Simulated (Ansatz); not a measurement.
# Shift of the zone-centre T2 phonon of zinc-blende GaN with hole density at a fixed lattice, LDA linear response

Optical measurements on p-type GaN layers would be more useful if a phonon line could also report the density of free holes. That requires knowing how far the holes alone move the line, apart from strain and dopant atoms, and whether the shift grows in proportion to their number. We calculated this for the zinc-blende form, which is not the phase stable at ambient conditions. The lattice was relaxed without carriers and then held while holes were added against a uniform background charge. Shifts are measured from the carrier-free T2 frequency of 552.5 cm⁻¹, without the LO-TO term, so they concern the transverse mode and not the coupled plasmon-LO line. A negative shift means softening.

## Systems and settings

One crystal, GaN (zinc-blende) (from the Materials Project, whose computed structures hold known and hypothetical phases; not the structure at ambient conditions), relaxed without doping and held; holes were added against a uniform background charge. The structures stem from cells from the Materials Project (structure alone), directly or through a relaxation at another level; cell and atoms were relaxed at zero pressure at each row's own level, inside the symmetry of the start, with no thermal or zero-point expansion. Program: Ansatz 0.2.0, plane waves, LDA, the program's earlier default PAW potentials, scalar-relativistic without spin-orbit coupling, no spin polarisation. Wave-function cutoff 420 eV (the default for the potentials of each cell); on the k meshes (Γ-centred) the least product of divisions and cell-vector length runs from 37 to 95 Å. Occupations: fermi-dirac smearing of 0.03 eV or fixed. Harmonic modes at natural masses come from linear response (density functional perturbation theory), with the acoustic sum rule imposed.

Notes on method and selection:

- Harmonic values at the static lattice; measured values carry thermal expansion and anharmonic shifts at their temperature.
- The response is adiabatic; dopant atoms, the change of lattice constant and plasmon coupling are left out.
- Small carrier pockets are sampled coarsely, so shifts of a few tenths of a cm⁻¹ are noise.
- Runs that did not converge, have known faults, used another set of PAW files or may not be shown are not listed.

Columns:

- hole density (10²⁰ cm⁻³): density of added holes.
- T2 shift (cm⁻¹): shift of the zone-centre T2 mode from its value 552.5 cm⁻¹ without carriers (no LO-TO term).
- pressure (GPa): pressure at the fixed cell, compression positive.

## Computed values

| member | hole density (10²⁰ cm⁻³) | T2 shift (cm⁻¹) | pressure (GPa) |
| --- | --- | --- | --- |
| 0×10²⁰ | 0 | 0.00 | 5.49×10⁻⁴ |
| 1×10²⁰ | 1 | ? | ? |
| 2×10²⁰ | 2 | −4.36 | 0.09387 |
| 4×10²⁰ | 4 | −6.85 | 0.1880 |
| 6×10²⁰ | 6 | −8.60 | 0.2829 |
| 10×10²⁰ | 10 | −10.91 | 0.4742 |
| 15×10²⁰ | 15 | −12.82 | 0.7164 |

Cells marked ? are withheld until the estimate has been made.

Least-squares fits to the members shown, with x = hole density (10²⁰ cm⁻³); R² in the fitted variables, residuals in the unit of y:

| y | members | fit | R² | rms residual | leave-one-out rms | standard deviation of y |
| --- | --- | --- | --- | --- | --- | --- |
| T2 shift (cm⁻¹) | 6 | y = −2.390 − 0.7892 x | 0.89 | 1.4 | 2.7 | 4.6 |
| pressure (GPa) | 6 | y = −0.001772 + 0.04774 x | 1.00 | 0.0016 | 0.0033 | 0.26 |

## What drives the series

Holes soften the mode at every density shown, and the shift is clearly not linear. Between 0 and 2×10²⁰ cm⁻³ it changes by −4.36 / 2 = −2.18 cm⁻¹ per 10²⁰ cm⁻³. Between 10 and 15×10²⁰ cm⁻³ the slope is only (−12.82 + 10.91) / 5 = −0.382 in the same unit. The straight-line fit misses this curvature and gives −2.390 cm⁻¹ at zero density, where the shift is zero by definition. A single calibration factor would therefore misjudge the hole density.

Theory offers a mechanism. Without spin-orbit coupling the valence-band top is threefold degenerate, and the T2 displacement splits it. Holes move into the bands that rise, which lowers the electronic energy and weakens the restoring force. The gain depends on how many states lie within reach of the Fermi level, that is, on the derivative of hole density n with respect to Fermi energy. For a dilute thermal population this derivative is proportional to n; for a well-filled parabolic pocket it grows only as n^(1/3).

The rows move from the first behaviour towards the second. Doubling the density from 2 to 4×10²⁰ cm⁻³ multiplies the shift by 6.85 / 4.36 = 1.57, between the factors 2 and 1.26 of the two limits. From 10 to 15×10²⁰ cm⁻³ the factor is 12.82 / 10.91 = 1.18, close to 1.5^(1/3) = 1.14 for a filled pocket and far from 15 / 10 = 1.5 for proportionality.

The pressure, by contrast, rises almost linearly, by 0.04774 GPa per 10²⁰ cm⁻³. Since the cell is held, this pressure causes no volume change and cannot account for the softening. In a doped layer free to change its lattice constant, a further shift would be added to the one given here. Its size should not be read from this pressure, which in a charged cell depends on the reference chosen for the mean electrostatic potential.

## Estimating the withheld member

Plain estimates from the members shown:

- 1×10²⁰, fit at x = 1: −3.18 cm⁻¹
- 1×10²⁰, straight-line interpolation between 0×10²⁰ and 2×10²⁰: w = (1 − 0) / (2 − 0) = 0.500, so 0.00 + 0.500 × (−4.36 − 0.00) = −2.18 cm⁻¹

At 1×10²⁰ cm⁻³ the Fermi level still lies just above the valence-band top, so the holes come from the thermal tail of the 0.03 eV smearing. The shift per hole should then be larger than at 2×10²⁰ cm⁻³, where filling has advanced further. Straight-line interpolation, −2.18 cm⁻¹, is thus too small in magnitude, while the global fit carries its false offset at zero density.

We use a form that is proportional to density for few holes and bends over as the pocket fills: n / |shift| = a + b n, with n in 10²⁰ cm⁻³. For a parabolic band with Fermi-Dirac occupation this ratio is indeed nearly linear in n at low filling.

The two nearest doped rows give 2 / 4.36 = 0.4587 and 4 / 6.85 = 0.5839, so b = (0.5839 − 0.4587) / 2 = 0.0626. At n = 1 the ratio is 0.4587 − 0.0626 = 0.3961, and the shift is −1 / 0.3961 = −2.52 cm⁻¹.

The same step can be tried on the row at 2×10²⁰ cm⁻³, using those at 4 and 6. The row at 6 gives 6 / 8.60 = 0.6977, so the ratio at 2 is estimated as 0.5839 − (0.6977 − 0.5839) = 0.4701, which gives −2 / 0.4701 = −4.25 cm⁻¹ against the calculated −4.36, a miss of 0.11 cm⁻¹. Coarse sampling of a small pocket adds noise of a similar or somewhat larger size, so we set the standard deviation at 0.2 cm⁻¹.

**Committed estimate, 1×10²⁰: T2 shift = −2.5 ± 0.2 cm⁻¹.**

## The answer

| member | hole density (10²⁰ cm⁻³) | T2 shift (cm⁻¹) | pressure (GPa) |
| --- | --- | --- | --- |
| 1×10²⁰ | 1 | −2.58 | 0.04720 |

| member | estimate | T2 shift (cm⁻¹) | computed | estimate − computed | miss in error bars |
| --- | --- | --- | --- | --- | --- |
| 1×10²⁰ | committed | −2.50 | −2.58 | +0.08 | 0.4 |
| 1×10²⁰ | fit | −3.18 | −2.58 | −0.60 |  |
| 1×10²⁰ | interpolation | −2.18 | −2.58 | +0.40 |  |

The estimate of −2.50 cm⁻¹ lies 0.08 cm⁻¹ from the computed −2.58, inside its error bar of 0.2. Straight-line interpolation missed by 0.40 cm⁻¹ and the global fit by 0.60.

The argument that each hole softens the mode more at low filling was right: the shift per 10²⁰ cm⁻³ is −2.58 cm⁻¹ at the first doped row and −4.36 / 2 = −2.18 at the second. The small remaining miss is within the sampling noise.

Strict proportionality is not reached even here. Doubling the density from 1 to 2×10²⁰ cm⁻³ multiplies the shift by 4.36 / 2.58 = 1.69, not by 2. This suits a Fermi level just above the band top, where the states nearest the top are already partly filled with holes. The result agrees with softening governed by the states within reach of the Fermi level, though it is no direct test of how the T2 displacement splits the bands. It also means that the shift at low density depends on the smearing of 0.03 eV, which corresponds to roughly 350 K.

## Departures from the trend

Least-squares fits to the whole series, with x = hole density (10²⁰ cm⁻³); R² in the fitted variables, residuals in the unit of y:

| y | members | fit | R² | rms residual | leave-one-out rms | standard deviation of y |
| --- | --- | --- | --- | --- | --- | --- |
| T2 shift (cm⁻¹) | 7 | y = −2.222 − 0.8043 x | 0.90 | 1.3 | 2.3 | 4.6 |
| pressure (GPa) | 7 | y = −0.001429 + 0.04771 x | 1.00 | 0.0016 | 0.0030 | 0.26 |

Largest departures from the fit to the whole series:

| member | T2 shift (cm⁻¹) | fit | computed − fit | in rms residuals |
| --- | --- | --- | --- | --- |
| 0×10²⁰ | 0.00 | −2.22 | +2.22 | 1.7 |
| 6×10²⁰ | −8.60 | −7.05 | −1.55 | 1.2 |
| 15×10²⁰ | −12.82 | −14.29 | +1.47 | 1.1 |
| 4×10²⁰ | −6.85 | −5.44 | −1.41 | 1.1 |

None of the rows stands out; the largest departure, +2.22 cm⁻¹ at zero density, is 1.7 rms residuals. The signs follow a pattern, positive at 0 and 15×10²⁰ cm⁻³ and negative at 4 and 6×10²⁰ cm⁻³, which is what a straight line leaves when it is laid through a curve that flattens. The fault is in the form of the fit, not in these members.

## Conclusions and limits

From 1 to 15×10²⁰ cm⁻³ holes soften the T2 mode, by less per hole as the density grows. Interpolating n / |shift| linearly between neighbouring doped rows reproduces the four inner ones within about 0.1 cm⁻¹, against a standard deviation of 4.6 for the series.

Between the first two doped rows the shift changes by 4.36 − 2.58 = 1.78 cm⁻¹ per 10²⁰ cm⁻³. For a line position known to 0.5 cm⁻¹, the density, in units of 10²⁰ cm⁻³, is therefore resolved to 0.5 / 1.78 = 0.28 there, but only to 0.5 / 0.382 = 1.3 between the last two rows. Both figures presume that the T2 line can be told apart from other modes in the spectrum and that shifts from strain and dopant atoms are known. Usual p-type GaN holds far fewer free holes than any doped row.

Of the omitted effects, plasmon coupling acts on the longitudinal mode and does not itself move the transverse one, yet it can spoil the reading of the line. With many holes the lower coupled branch comes close to the transverse frequency, and when the plasmon is strongly damped a single broad coupled mode can lie there instead. Where such a mode shows up in the measured spectrum, the peak near the T2 frequency is not the T2 line alone, and its position cannot be turned into a hole density with these shifts unless the two are separated. A non-adiabatic response could take back part of the T2 softening; how much is not settled by these adiabatic values.
